**Question**

I have been looking at these Dirac-Hartree-Fock results for four-electron ions, all $1s^2 2s^2$.

Be and four-electron ions, all [He] 2s2, computed with the B-spline radial atomic code, version 1, using all-electron four-component Dirac-Coulomb Hartree-Fock averaged over the nl configuration, with a Fermi nucleus and at the radial basis limit. ε is the orbital eigenvalue and <r> the mean radius of the orbital.

| species | Z | charge (e) | ε(1s1/2) (eV) | ε(2s1/2) (eV) | ε(2s1/2) − ε(1s1/2) (eV) | <r>(1s1/2) (bohr) | <r>(2s1/2) (bohr) | <r>(2s1/2)/<r>(1s1/2) |
| --- | --- | --- | --- | --- | --- | --- | --- | --- |
| Be | 4 | 0 | -128.805 | -8.41708 | 120.388 | 0.41489 | 2.6489 | 6.3847 |
| Mg8+ | 12 | 8 | -1648.91 | -324.281 | 1324.63 | 0.12896 | 0.57328 | 4.4455 |
| Ar14+ | 18 | 14 | -3943.92 | -850.475 | 3093.44 | 0.084745 | 0.36249 | 4.2774 |
| Mn21+ | 25 | 21 | -7891.47 | -1783.16 | 6108.30 | 0.060310 | 0.25278 | 4.1914 |
| Ga27+ | 31 | 27 | -12387.3 | -2862.98 | 9524.28 | 0.048190 | 0.19998 | 4.1497 |
| Sr34+ | 38 | 34 | -18969.7 | -4462.05 | 14507.6 | 0.038869 | 0.16004 | 4.1175 |
| Rh41+ | 45 | 41 | -27049.0 | -6443.97 | 20605.1 | 0.032408 | 0.13269 | 4.0944 |
| Te48+ | 52 | 48 | -36702.0 | -8832.58 | 27869.4 | 0.027640 | 0.11267 | 4.0764 |
| Ce54+ | 58 | 54 | -46302.5 | -11226.8 | 35075.7 | 0.024431 | 0.099273 | 4.0634 |
| Tb61+ | 65 | 61 | -59159.6 | -14459.0 | 44700.7 | 0.021390 | 0.086636 | 4.0503 |
| Lu67+ | 71 | 67 | -71710.8 | -17641.1 | 54069.7 | 0.019222 | 0.077660 | 4.0401 |
| Pt74+ | 78 | 74 | -88316.4 | -21890.0 | 66426.3 | 0.017068 | 0.068772 | 4.0293 |

For a one-electron ion the nonrelativistic formulas give $\langle r\rangle_{2s}/\langle r\rangle_{1s}=4$, an energy ratio of 4 and a gap of $\tfrac38 Z^2$ hartree. Here the radius ratio starts at 6.38 and is still 4.03 at Pt74+, while the gap divided by $Z^2$ begins below $\tfrac38$ hartree and ends above it. Why do the columns run like this, is 4 the limit, and is something odd about Be?

**Answer**

One limit comes before any use of the numbers. The $\varepsilon$ are orbital eigenvalues, that is, removal energies with the other orbitals frozen and the sign reversed, and $\langle r\rangle$ is the mean distance of an electron in that orbital from the nucleus of charge $Z$. They are not measured binding energies, and by themselves they do not decide which configuration is lowest. Correlation is absent, including the mixing of $2s^2$ with $2p^2$ that matters in this sequence, and so are the Breit interaction and QED. Further output of the same calculation puts the Breit and self-energy terms for the 1s orbital of Tb61+ at about 4.3 and 3.5 hartree, roughly 100 eV each. The residuals of 10 to 20 eV discussed below therefore describe the calculation and not the real ion.

**Two small parameters.** Measure lengths in units of $1/Z$. Kinetic energy and nuclear attraction then scale as $Z^2$ and electron repulsion as $Z$, so repulsion matters in proportion to $1/Z$. Relativity matters in proportion to $(Z\alpha)^2$, with $\alpha\approx 1/137$. Be is the limit in which only the first counts. At Pt74+ the first has nearly faded and the second is about 0.3. The nonrelativistic one-electron values need both to vanish, which happens in no row.

For this configuration the Hartree-Fock equations give exactly

$$\varepsilon_{1s}=h_{1s}+F^0_{11}+2F^0_{12}-G^0_{12},\qquad \varepsilon_{2s}=h_{2s}+F^0_{22}+2F^0_{12}-G^0_{12},$$

where $h$ is the one-electron (kinetic plus nuclear) energy of the orbital, $F^0$ the Coulomb repulsion between two orbital densities and $G^0$ the exchange integral. The simplest model has no fitted constant: evaluate every term with unscreened hydrogenic orbitals. Then $h$ is the point-nucleus Dirac energy,

$$h_{1s}\approx-\tfrac{Z^2}{2}\left[1+\tfrac14(Z\alpha)^2\right],\qquad h_{2s}\approx-\tfrac{Z^2}{8}\left[1+\tfrac5{16}(Z\alpha)^2\right],$$

and the nonrelativistic integrals $F^0_{11},F^0_{12},G^0_{12},F^0_{22}$ are $\tfrac58,\tfrac{17}{81},\tfrac{16}{729},\tfrac{77}{512}$ times $Z$. They add up to $1.0228\,Z$ hartree for 1s and $0.5482\,Z$ for 2s. The residuals quoted below use the full Dirac energies instead of these expansions, with the repulsion taken in two ways: from the nonrelativistic integrals above, and by integration over Dirac orbitals.

**A worked row.** For the 2s orbital of Ar14+, $(Z\alpha)^2=(18/137.04)^2=0.01725$, so $h_{2s}=-40.5\times1.00539=-40.718$ hartree, or $-1108.0$ eV at 27.211 eV per hartree. The repulsion is $0.5482\times18=9.868$ hartree $=268.5$ eV, or 270.5 eV with Dirac orbitals. The latter gives $-1108.0+270.5=-837.5$ eV against $-850.5$ eV in the table, too shallow by 13 eV or 1.5 % of the table value. Nothing was fitted to this or any row.

**The gap.** Subtracting the two lines gives

$$\frac{\varepsilon_{2s}-\varepsilon_{1s}}{Z^2}\approx\frac38+\frac{11}{128}(Z\alpha)^2-\frac{0.4746}{Z}\quad\text{hartree}.$$

Repulsion lifts 1s by more electronvolts than 2s, because the two 1s electrons are close together, and this narrows the gap. Relativity deepens 1s by more electronvolts, which widens it. The negative term shrinks with $Z$ and the positive one grows, so the quotient rises in every step, from 0.2765 at Be to 0.4012 at Pt74+, and passes $\tfrac38$ between Rh41+ (0.3739) and Te48+ (0.3788). It stays below the bare Dirac value throughout, 0.4084 at Pt74+. The crossing of $\tfrac38$ is a cancellation of two effects and marks no hydrogenic behaviour.

The ratio $\varepsilon_{1s}/\varepsilon_{2s}$ depends on fractional shifts, and there 2s is the more affected. In the further output for Ar14+ repulsion removes 10.9 % of the bare binding of 1s and 22.4 % of that of 2s; for Tb61+ the figures are 3.2 % and 6.8 %. Hence the ratio falls from 15.3 to 4.035. The bare ratio is itself sinking, to 3.909 at $Z=78$, since $\tfrac5{16}>\tfrac14$.

**What the model leaves over.** With nonrelativistic integrals the residual (table minus model) for 1s drifts from $-20$ eV at Mg8+ to $+366$ eV at Pt74+. Contracted orbitals repel more strongly: the run's own $F^0_{11}$ for Tb61+ is $44.26/65=0.681$ hartree per unit of $Z$, not 0.625. With Dirac integrals the 1s residual stays between $-20.9$ and $-21.6$ eV from Mg8+ to Te48+, and the 2s residual between $-12.9$ and $-14.4$ eV from Mg8+ to Ce54+, while the eigenvalues grow more than twentyfold. A nearly constant remainder is what second-order perturbation theory predicts, a squared repulsion ($Z^2$) over an excitation energy ($Z^2$). The further output for Ar14+ shows its makeup. The self-consistent orbitals are more diffuse, which lowers the repulsion by about 22.5 eV in both shells and raises $h$ by 1.7 eV for 1s and 9.6 eV for 2s.

At the heavy end the 1s residual turns upward through $-15.0$, $-5.6$ and $+14.3$ eV for Tb61+, Lu67+ and Pt74+, and the 2s residual turns later and more weakly. The finite nucleus is the likely cause. In the run $h_{1s}$ lies above the point-nucleus value by 1.7 eV in Ar14+, nearly all of it the cost of relaxation, by 13 eV in Tb61+ and by about 47 eV in Pt74+. If relaxation costs about as much in Tb61+ as in Ar14+, some 11 eV there is left for nuclear size. A crude uniform-sphere estimate gives 13 eV for 1s and 1.9 eV for 2s of Tb61+, against 0.01 eV for 1s of Ar14+. It comes out too large for the heavy ion because it keeps the orbital of a point nucleus, which in truth adapts. The visible rise of the 1s residual at Tb61+ is only about 6 eV, because the lowering of the repulsion has meanwhile grown to 28.1 eV for 1s and 27.5 eV for 2s; with about 11 eV for nuclear size taken out, the 1s residual would be near $-26$ eV. So the relaxation term is not constant at high $Z$, and the flat stretch of the 1s residual is in part a cancellation. The size of the shift and its steep growth with $Z$ support the attribution, though only a run with a point nucleus would isolate it. The tiny relative errors of the last two 1s rows, $-0.01$ % and $+0.02$ %, owe much to the size of the eigenvalue (a 21 eV residual alone would be 0.03 % for Lu67+ and 0.02 % for Pt74+) and, on this reading, the rest to nuclear size cancelling the relaxation term. Since the Dirac operator is built into the calculation, the good overall agreement says only that the remaining terms are small.

**Be.** Its residuals, $-22.4$ eV for 1s and $-13.7$ eV for 2s, are about the same as those of the ions. What differs is the quantity they are set against. The bare 2s energy of $-54.44$ eV and the repulsion of 59.69 eV nearly cancel, and the model returns $+5.25$ eV, an unbound electron, where the table has $-8.42$ eV. Measured from this starting point, the whole binding comes from the relaxation of the orbitals, chiefly from the 2s orbital swelling out of the way: $Z\langle r\rangle_{2s}$ is 10.6 bohr in Be and 6.88 bohr in Mg8+, whereas $Z\langle r\rangle_{1s}$ changes only from 1.66 to 1.55. Be is the far end of a smooth $1/Z$ dependence, and it looks like a jump partly because the next row has three times its $Z$. Of the listed species it has the sharpest split between a tight 1s core and a loose valence shell.

**Radii.** A screening constant $\sigma$ is defined by asking which charge $Z-\sigma$ in the Dirac formula reproduces the table. From the radii, $\sigma_{1s}$ lies between 0.385 and 0.412 in all rows, and $\sigma_{2s}$ falls from 1.735 (Be) and 1.556 (Mg8+) to 1.379 (Pt74+). A 2s electron has most of the 1s pair inside it and a 1s electron has only part of its partner, so without relativity the ratio is roughly $4(Z-0.4)/(Z-1.5)$. That rule uses constants read from the table. It gives $4\times17.6/16.5=4.27$ for Ar14+ (table 4.28), too little for Be ($4\times3.6/2.5=5.76$) and too much for Pt74+ ($4\times77.6/76.5=4.06$).

The excess at the heavy end has a relativistic reading. Expanding the Dirac mean radii gives fractional contractions of $\tfrac13(Z\alpha)^2$ for 1s and $\tfrac{35}{96}(Z\alpha)^2$ for 2s. Both are large, and $Z\langle r\rangle$ drops below the nonrelativistic 1.5 bohr from Ga27+ on and below 6 bohr from Rh41+ on. In the ratio they almost cancel, leaving $4[1-(Z\alpha)^2/32]$ to leading order and 3.9636 in full at $Z=78$. So 4 is not the limit. The table value 4.0293 sits 0.066 above a moving target that is already 0.036 below 4.

A fit of the form (limit)$\times(1+a/Z+b/Z^2)$ to the eleven ions has an rms residual of 0.0106 with the limit fixed at 4 and 0.0031 with the Dirac ratio, the worst row being Pt74+ in both ($-0.0215$ and $+0.0051$). The numbers thus disfavour a fixed 4, but they do not single out the Dirac form: a free constant limit fits nearly as well (rms 0.0035) with one more parameter, and its value of 3.96 trades against the other two constants and has no physical meaning. All three are far above the rounding of 0.00005, and the Dirac fit drifts smoothly in sign, so some term is missing; a cross term between screening and relativity is my guess. Be was left out of these fits, and both fixed forms fall short of it, by 0.165 and 0.720.

**Energy screening is not size screening.** Inverting the eigenvalues gives $\sigma_{1s}$ between 0.992 and 1.010 for the ions (0.923 for Be) and $\sigma_{2s}$ from 2.427 down to 2.041, larger than the radius values in every row. The leading order follows from $-(Z-\sigma)^2/2n^2$, whose linear term gives $\sigma=1.02$ and $4\times0.5482=2.19$. The argument for the difference is that charge lying outside an electron raises its potential by a near constant and exerts almost no force, so it shifts $\varepsilon$ without resizing the orbital. The 2s pair supplies 37.4 % of the repulsion in $\varepsilon_{1s}$ of Ar14+ mostly in this way. The partner acts similarly. For a $1s^2$ pair with exponent $\zeta$, minimising $\zeta^2-2Z\zeta+\tfrac58\zeta$ gives $\zeta=Z-\tfrac5{16}$, half of the $\tfrac58$ that enters the eigenvalue. How the rest of the 0.4 divides between a change of orbital shape and 2s charge inside the 1s region, these numbers do not tell. The slow fall of both 2s constants at high $Z$ depends on how the inversion is defined and should not be read as electrons moving.

To estimate the Hartree-Fock eigenvalues (not the measured binding energies) of an ion between two rows, take the Dirac energy, add the repulsion integrated over Dirac hydrogenic orbitals (about $1.02\,Z$ and $0.55\,Z$ hartree at low $Z$, some ten per cent more near $Z=65$), and subtract about 21 eV for 1s and 13 to 14 eV for 2s. These constants belong to the Dirac integrals: with the nonrelativistic ones the 1s residual is already $+36$ eV at Rh41+. Beyond Te48+ the 1s constant no longer holds, and beyond Lu67+ the 2s one fails too; there the residual is better interpolated between the listed rows.

Printed output of the fit:

```
nonrel. repulsion per Z (Ha): 1s 1.0228, 2s 0.5482, gap -0.4746
residual = table - (point Dirac + repulsion), eV; rounding 0.05 (1s, 2s of Pt), less above
ion | 1s: NR-Slater Dirac-Slater % | 2s: NR Dirac % | gap/Z^2 Ha, bare Dirac | e1/e2, bare
Be       -22.40  -22.43 -17.42 |  -13.65  -13.67 -162.41 | 0.2765 0.3751 | 15.303 4.000
Mg8+     -19.90  -20.92  -1.27 |  -12.30  -12.89   -3.97 | 0.3381 0.3757 | 5.085 3.998
Ar14+    -17.47  -20.93  -0.53 |  -10.93  -12.90   -1.52 | 0.3509 0.3765 | 4.637 3.996
Mn21+    -11.75  -21.13  -0.27 |   -7.69  -13.04   -0.73 | 0.3592 0.3779 | 4.426 3.992
Ga27+     -3.32  -21.40  -0.17 |   -2.92  -13.23   -0.46 | 0.3642 0.3795 | 4.327 3.987
Sr34+     12.25  -21.63  -0.11 |    5.79  -13.50   -0.30 | 0.3692 0.3819 | 4.251 3.980
Rh41+     35.81  -21.62  -0.08 |   18.87  -13.82   -0.21 | 0.3739 0.3848 | 4.198 3.972
Te48+     69.79  -21.06  -0.06 |   37.53  -14.13   -0.16 | 0.3788 0.3883 | 4.155 3.962
Ce54+    109.69  -19.57  -0.04 |   59.09  -14.35   -0.13 | 0.3832 0.3919 | 4.124 3.952
Tb61+    173.25  -15.00  -0.03 |   92.59  -14.20   -0.10 | 0.3888 0.3968 | 4.092 3.939
Lu67+    248.16   -5.61  -0.01 |  130.50  -13.25   -0.08 | 0.3942 0.4017 | 4.065 3.926
Pt74+    366.48   14.29   0.02 |  188.47  -10.62   -0.05 | 0.4012 0.4084 | 4.035 3.909
Be 2s: bare -54.44 eV + repulsion 59.69 eV = 5.25 eV, table -8.42
ratio fit NR limit: a=0.923 b=5.19 rms 0.0106 worst Pt74+ -0.0215; Be (not fitted) 0.165
ratio fit Dirac limit: a=1.166 b=2.00 rms 0.0031 worst Pt74+ 0.0051; Be (not fitted) 0.720
free constant limit: 3.962, rms 0.0035; rounding floor of ratio 0.00005
ion | sigma energy 1s 2s | sigma radius 1s 2s (floor <0.003) | Z<r> 1s 2s | ratio, bare Dirac | res NR, Dirac
Be     0.923 2.427 | 0.385 1.735 | 1.6596 10.5956 | 6.3847 3.9999 |  0.1648  0.7200
Mg8+   1.000 2.244 | 0.396 1.556 | 1.5475 6.8794 | 4.4455 3.9990 | -0.0064  0.0025
Ar14+  1.007 2.220 | 0.398 1.535 | 1.5254 6.5248 | 4.2774 3.9979 |  0.0082 -0.0040
Mn21+  1.010 2.204 | 0.398 1.519 | 1.5078 6.3195 | 4.1914 3.9959 |  0.0105 -0.0036
Ga27+  1.010 2.191 | 0.397 1.508 | 1.4939 6.1994 | 4.1497 3.9937 |  0.0090 -0.0025
Sr34+  1.009 2.176 | 0.396 1.493 | 1.4770 6.0815 | 4.1175 3.9905 |  0.0059 -0.0010
Rh41+  1.006 2.159 | 0.395 1.477 | 1.4584 5.9710 | 4.0944 3.9868 |  0.0021  0.0003
Te48+  1.003 2.140 | 0.394 1.459 | 1.4373 5.8588 | 4.0764 3.9826 | -0.0023  0.0016
Ce54+  1.000 2.121 | 0.395 1.442 | 1.4170 5.7578 | 4.0634 3.9786 | -0.0065  0.0025
Tb61+  0.996 2.096 | 0.395 1.421 | 1.3903 5.6313 | 4.0503 3.9736 | -0.0114  0.0036
Lu67+  0.994 2.072 | 0.400 1.402 | 1.3648 5.5139 | 4.0401 3.9690 | -0.0160  0.0043
Pt74+  0.992 2.041 | 0.412 1.379 | 1.3313 5.3642 | 4.0293 3.9636 | -0.0215  0.0051
Ar14+ Slater run/Dirac-model F11 F12 G F22: [0.979  0.9133 0.8355 0.914 ] model/Z: [0.629  0.2116 0.0223 0.1514]
  repulsion run 1s 481.8 2s 247.9 eV; model 504.4 270.5; run-model -22.6 -22.5; 2s share of 1s rep. 37.4%
  h - point Dirac: 1s 1.71 2s 9.64 eV; crude nuclear size 1s 0.0091 2s 0.0012 eV; repulsion/|bare| 10.9% 22.4%
Tb61+ Slater run/Dirac-model F11 F12 G F22: [0.9931 0.9733 0.9507 0.9738] model/Z: [0.6856 0.2358 0.0279 0.165 ]
  repulsion run 1s 1969.2 2s 1048.9 eV; model 1997.3 1076.4; run-model -28.1 -27.5; 2s share of 1s rep. 38.8%
  h - point Dirac: 1s 13.14 2s 13.26 eV; crude nuclear size 1s 13 2s 1.9 eV; repulsion/|bare| 3.2% 6.8%
```
